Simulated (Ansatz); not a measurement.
# C: energy above lowest point against volume scale

Free energy against uniform scaling of the volume at fixed shape and fractions; periodic cell, basis, potentials, k mesh and filling as listed. The results are calculated, by Ansatz 0.2.0.

The cell before it is scaled or strained (space group Fd-3m, No. 227):
```
CELL_PARAMETERS angstrom
0.00000 1.78340 1.78340
1.78340 0.00000 1.78340
1.78340 1.78340 0.00000
ATOMIC_POSITIONS crystal
C 0.00000 0.00000 0.00000
C 0.25000 0.25000 0.25000
```

Settings of every row: functional PBE; dispersion none; potentials all-electron LAPW; k mesh 8x8x8; k shift 0x0x0; occupations fixed; smearing width 0 eV; spin none; basis error target 0.002 eV/atom.

| row | volume scale | V (Å³/atom) | energy above lowest point (meV/atom) |
| --- | --- | --- | --- |
| 1 | 0.94 | 5.332 | 34.7 |
| 2 | 0.97 | 5.502 | 9.3 |
| 3 | 1 | 5.672 | 0 |
| 4 | 1.03 | 5.842 | ? |
| 5 | 1.06 | 6.012 | 21.8 |

Question: what energy above lowest point should row 4 give?

Worked fit of energy above lowest point. Take u = (V_r/V)^(2/3) − 1 with V_r = 5.587 Å³ an atom, which is twice the finite (Eulerian) strain; such expansions in the strain, on which the Birch-Murnaghan equation of state is built, carry the rest volume and the bulk modulus. The shown rows have u = 0.03163, 0.01027, -0.01002, -0.0477. Least squares give energy above lowest point = 2.76 + 448.5 × u + 17768 × u² meV/atom; a straight line predicts inner rows, each left out in turn, worse (root mean square 18 against 0.12 meV/atom). The rows lie off it by 0.0, 0.1, 0.0, 0.0. Its lowest point lies at u = -0.0126, or V = 5.694 Å³ an atom, and the curvature there gives the bulk modulus at fixed shape and fractions, B = (4/9)(1 + u)² E″(u)/V = 433 GPa. The withheld row has u = -0.02932, so the fit gives 2.76 + 448.5 × (-0.02932) + 17768 × (-0.02932)² = 4.9 meV/atom.

The calculation gave 4.8 meV/atom. The fit lies 0.1 meV/atom (0.29 % of the column's range) above it, one unit of the last digit.
